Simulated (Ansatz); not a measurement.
# Ge: the change of energy above lowest point with volume scale

Free energy against uniform scaling of the volume at fixed shape and fractions; periodic cell, basis, potentials, k mesh and filling as listed. The results are calculated, by Ansatz 0.2.0.

The cell before it is scaled or strained (space group Fmmm, No. 69):
```
cell vectors (Å)
   0.0000     2.8857     5.1157
   2.6305     0.0000     5.1157
   2.6305     2.8857     0.0000
atoms (fractions of the cell vectors)
Ge  0.78187  0.78187  0.21813
Ge  0.21813  0.21813  0.78187
Ge  0.27351  0.72649  0.27351
Ge  0.72649  0.27351  0.72649
```

Settings of every row: functional r2SCAN; dispersion none; potentials PAW; wave cutoff 600 eV; density cutoff 2400 eV; k mesh 6x6x6; k shift 0x0x0; occupations gaussian; smearing width 0.1 eV; spin none.

Limits: coarse k mesh, up to 40 meV an atom off; the cell comes from a prototype or a list of computed structures and needn't be the stable phase.

```csv
row,volume scale,V (Å³/atom),energy above lowest point (meV/atom)
1,0.88,17.086,46.2
2,0.92,17.863,12.8
3,0.96,18.64,0
4,1,19.416,3.5
5,1.04,20.193,?
6,1.08,20.97,46.2
7,1.12,21.746,80.8
```

Question: what energy above lowest point should row 5 give?

Worked fit of energy above lowest point. Take u = (V_r/V)^(2/3) − 1 with V_r = 19.028 Å³ an atom, which is twice the finite (Eulerian) strain; such expansions in the strain, on which the Birch-Murnaghan equation of state is built, carry the rest volume and the bulk modulus. The shown rows have u = 0.07441, 0.04302, 0.01383, -0.01337, -0.06273, -0.08517. Least squares give energy above lowest point = −0.07 − 131.4 × u + 9879 × u² + 3249 × u³ meV/atom; a parabola predicts inner rows, each left out in turn, worse (root mean square 0.5 against 0.086 meV/atom). The rows lie off it by 0.0, 0.0, 0.0, 0.1, 0.0, 0.0. Its lowest point lies at u = 0.0066, or V = 18.84 Å³ an atom, and the curvature there gives the bulk modulus at fixed shape and fractions, B = (4/9)(1 + u)² E″(u)/V = 76.2 GPa. Letting shape and atoms relax would as a rule lower it, by much in layered, chain or molecular crystals. The withheld row has u = -0.03884, so the fit gives −0.07 − 131.4 × (-0.03884) + 9879 × (-0.03884)² + 3249 × (-0.03884)³ = 19.7 meV/atom.

The calculation gave 19.8 meV/atom. The fit lies 0.1 meV/atom (0.12 % of the column's range) below it, one unit of the last digit.
